Worked problem: TE modes of a Ti:LiNbO₃ planar guide from the WKB phase rule

PROBLEM

A planar guide is made by Ti indiffusion into X-cut LiNbO₃. The depth is x (air at x < 0) and light travels along y as exp[i(βy − ωt)]. The TE field lies along the optic axis z and sees only the extraordinary index. Assumed inputs, all typical of such guides and treated as exact below:

vacuum wavelength λ₀ = 0.633 µm
substrate index n_s = 2.200, surface index n₀ = 2.210, air n_c = 1.000
depth parameter d = 3.0 µm
profile n²(x) = n_s² + (n₀² − n_s²) sech²(x/d), a solvable stand-in for the typically near-Gaussian Ti profile

(a) Treat the surface as a hard wall; find the number of TE modes, their effective indices N = β/k₀ and turning depths.
(b) Include the field that leaks into the air.
(c) Compare with the exact solution.
(d) Apply the same rule to the lowest electron subband of a Si(100) inversion layer, modelled as a triangular well. Typical inputs: field F = 0.5 MV/cm, mass m* = 0.92 m_e, SiO₂ barrier 3.1 eV, oxide mass m_ox = 0.5 m_e.

WHY THE RULE HOLDS

The field obeys E″ + κ²E = 0 with κ² = k₀²[n²(x) − N²] and k₀ = 2π/λ₀; E and E′ are continuous at the surface. This is the Schrödinger equation with p/ħ replaced by κ. Where κ varies slowly the WKB solutions are |κ|^(−1/2) exp(±i∫κ dx). They fail at the turning depth x_t, where n = N. There κ² ≈ −g(x − x_t) with g > 0, and ξ = g^(1/3)(x − x_t) turns the equation into Airy's, d²E/dξ² = ξE. The solution that decays into the substrate is

Ai(ξ) = (1/π) ∫₀^∞ cos(t³/3 + ξt) dt.

With ζ = (2/3)|ξ|^(3/2), one saddle on the imaginary t axis dominates for large positive ξ. For large negative ξ two real stationary points t = ±|ξ|^(1/2) give complex-conjugate terms that carry phases ±π/4. The results are

Ai → (1/2) π^(−1/2) ξ^(−1/4) exp(−ζ),  ξ → +∞
Ai → π^(−1/2) |ξ|^(−1/4) cos(ζ − π/4),  ξ → −∞.

In the linear region ζ = ∫|κ| dx measured from x_t, and |κ| = g^(1/3)|ξ|^(1/2). Both forms are therefore WKB solutions, which gives the connection formula

(1/2)|κ|^(−1/2) exp(−∫|κ| dx) → κ^(−1/2) cos(Φ − π/4),  Φ(x) = ∫ from x to x_t of κ dx′.

Use it in the direction of the arrow only: a slightly wrong phase in the cosine brings in the growing solution.

If the other end is a second soft turning point, the two cosines must agree up to sign, and the phase across the guide is mπ + π/4 + π/4. If it is a hard wall with E = 0, then cos(Φ(0) − π/4) = 0 and Φ(0) = mπ + π/4 + π/2. Doubling for the round trip covers both cases:

∮ κ dx = 2π(m + μ/4),  m = 0, 1, 2, …

This is the Bohr–Sommerfeld rule ∮ p dx = 2πħ(m + μ/4). The Maslov index μ collects 1 for each soft turning point and 2 for each wall at which the field vanishes. Our guide has one of each, so μ = 3.

SOLUTION

(a) Hard wall. k₀ = 9.926 µm⁻¹, k₀d = 29.78 and n₀² − n_s² = 0.0441. Define u = x/d and the dimensionless numbers

V = k₀d √(n₀² − n_s²) = 6.253,  s = k₀d √(N² − n_s²),

where s/d is the decay constant deep in the substrate. Then Φ(0) = ∫₀^(u_t) √(V² sech²u − s²) du with cosh u_t = V/s. Differentiate with respect to s and substitute w = s sinh u, whose upper limit is √(V² − s²):

dΦ(0)/ds = −∫ dw/√(V² − s² − w²) = −π/2.

Since Φ(0) = 0 at s = V, Φ(0) = (π/2)(V − s). Setting this equal to (m + 3/4)π gives

s = V − 2m − 3/2,  N = √[n_s² + (s/k₀d)²],  x_t = d arcosh(V/s).

Guiding needs s > 0, which allows m = 0, 1, 2: three modes. For TE₀ the slope is g = 2s² tanh(u_t)/d³, so the Airy length g^(−1/3) is 0.97 µm against x_t = 2.32 µm. The asymptotic forms have little room here, which makes part (c) necessary.

(b) Real surface. In air E ∝ exp(γx) with γ = k₀√(N² − n_c²). The profile has zero slope at x = 0, so the prefactor κ^(−1/2) adds nothing to E′(0), and E′/E = κ₀ tan(Φ(0) − π/4) with κ₀ = κ(0). Equating this to γ gives

Φ(0) = mπ + π/4 + π/2 − δ,  tan δ = κ₀/γ,

and so s = V − 2m − 3/2 + 2δ/π. Here κ₀d = √(V² − s²) and γd = √[(k₀d)²(n_s² − n_c²) + s²], and a few iterations converge. For TE₀, κ₀ = 1.337 µm⁻¹, γ = 19.52 µm⁻¹ (decay length 0.051 µm in air) and δ = 0.0684 rad. The surface contributes 2 − 4δ/π = 1.91 to μ in place of 2. At cutoff (s = 0) δ = 0.107 rad. TE₃ would need a phase of 11.67 rad, while the profile offers at most πV/2 = 9.82 rad, so the count stays at three.

(c) Exact solution. With ν(ν + 1) = V², the decaying solution is the Legendre function of degree ν and order −s in the variable tanh u. Its logarithmic derivative in u at u = 0 is K tan(πa), where a = (ν − s)/2, b = (ν + s)/2 and

K = 2Γ(a + 1)Γ(b + 1)/[Γ(a + 1/2)Γ(b + 1/2)].

Setting K tan(πa) = γd and writing ν = W − 1/2 with W = √(V² + 1/4) = 6.273 gives

s = W − 2m − 3/2 + 2δ′/π,  tan δ′ = K/(γd).

The structure is that of (b). For a hard wall δ′ = 0, and the whole WKB error in s is W − V = 0.020, close to 1/(8V) and the same for every mode.

mode | s (a) | x_t (a), µm | N (a) | δ (b), rad | N (b) | N exact
TE₀ | 4.753 | 2.32 | 2.20578 | 0.0684 | 2.20589 | 2.20594
TE₁ | 2.753 | 4.38 | 2.20194 | 0.0953 | 2.20203 | 2.20206
TE₂ | 0.753 | 8.42 | 2.20015 | 0.1058 | 2.20017 | 2.20018

For TE₀ the leakage into air raises N by 1.1 × 10⁻⁴, and the remaining WKB error is 5 × 10⁻⁵. The hard wall is thus the cruder of the two approximations, so keep δ when fitting m-line spectra. The Maslov index matters far more: μ = 2, the value for two soft turning points, would give s = V − 1 and N = 2.20706, higher than (a) by 1.3 × 10⁻³.

These indices are the model's. The fifth decimal serves only to compare the approximations, since the assumed n_s has three. The mode count depends on the tail of the profile. With exp(−x²/d²) in place of sech²(x/d), the largest phase is V√(π/2) = 7.84 rad, above the 5.39 rad needed by TE₁ but below the 8.53 rad needed by TE₂. That guide carries two TE modes.

(d) Si inversion layer. The oxide is the wall and the band edge eFx supplies the soft turning point, so μ = 3 again. With energies measured from the band edge at the interface and ε = (ħ²e²F²/2m*)^(1/3) = 47.0 meV, the phase from wall to turning point is (2/3)(E/ε)^(3/2) = (m + 3/4)π. For m = 0, E = (9π/8)^(2/3) ε = 2.320 ε = 109 meV. The exact hard-wall condition Ai(−E/ε) = 0 gives 2.338 ε = 110 meV, so the WKB error is 0.8 %, on the low side. The finite barrier matters more. With ψ and ψ′/mass continuous, and decay constant κ_ox = 6.3 nm⁻¹ for a barrier 3.1 eV − E above the level, the node moves back by ℓ = m_ox/(m* κ_ox) = 0.09 nm. To first order this lowers the model's level by eFℓ = 4 meV.